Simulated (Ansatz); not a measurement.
# A ladder of methods for SiPH4 (SMILES [SiH2]P)

SiPH4: 6 atoms, total charge 0, spin state doublet. As SMILES, `[SiH2]P`. The shape is that of a GFN2-xTB optimisation. This is one conformer, not always the lowest.

```xyz
6

Si    0.1270   -0.9861   -0.1047
P    -0.3387    1.1700    0.1422
H    -0.3006   -1.7247    1.0879
H    -0.5793   -1.5143   -1.2763
H     0.4347    1.6172   -0.9153
H     0.6569    1.4380    1.0661
```

Each level gives the energy change with the Si1–H3 bond stretched from 1.467 to 3.666 Å (eV). The values are calculated.

| level | kind | program | value (eV) | less FCI/STO-3G | CPU time (all runs) |
| --- | --- | --- | --- | --- | --- |
| UHF/STO-3G | Hartree–Fock | Ansatz | 4.03 | -0.14 | 0.46 s |
| USVWN5/STO-3G | LDA | Ansatz | 4.98 | +0.81 | 1.8 s |
| U-revPBE/STO-3G | GGA | Ansatz | 4.50 | +0.33 | 4 s |
| U-r2SCAN/STO-3G | meta-GGA | Ansatz | 4.68 | +0.51 | 10 s |
| U-wB97M-V/STO-3G | range-separated hybrid | Ansatz | 4.55 | +0.38 | 40 s |
| UHSE06/STO-3G | range-separated hybrid | Ansatz | 4.59 | +0.42 | 4.9 s |
| UB2PLYP/STO-3G | double hybrid | Ansatz | 4.45 | +0.28 | 7.7 s |
| UCCSD(T)/STO-3G | coupled cluster or CI | Ansatz | 4.17 | 0.00 | 0.63 s |
| FCI/STO-3G | exact in the basis | Ansatz | 4.17 | 0.00 | 9 s |

FCI/STO-3G is exact within its basis and frozen core, so for wave-function methods in that basis the difference is their error; functionals converge differently with the basis, so for them it is only a difference. The first shape isn't each level's own minimum. The values span 4.03 to 4.98 eV. Spin contamination of the reference (⟨S²⟩ at least 0.1 too high) touches UHF/STO-3G, U-r2SCAN/STO-3G, UHSE06/STO-3G, UB2PLYP/STO-3G, UCCSD(T)/STO-3G. All rows use very small basis sets, so even the best lies far from the true value. Times are those of the runs behind each value, whatever else they computed, on shared processors of several kinds: orders of magnitude only.

Stretching Si–H in this silicon-centred radical leads towards a hydrogen atom and a phosphinosilylene, whose ground state is expected to be a closed-shell singlet. The electron left on silicon can then pair with the radical electron in a lone pair of strong 3s character, stabilised further by donation from phosphorus. Such a bond should be weaker than one in silane, yet even the FCI energy of 4.17 eV is too high for that picture. A likely cause is the minimal hydrogen function, contracted to suit bonded hydrogen and therefore poor for the free atom.

Among the functionals, LDA gives the largest cost, in keeping with its usual overbinding, and revPBE lowers it because gradient corrections favour the more inhomogeneous densities of separated fragments. Further sophistication brings no steady descent: wB97M-V lies slightly above revPBE. The lower UHF value probably reflects missing correlation in the Si–H pair, partly offset by that missing in the new lone pair.
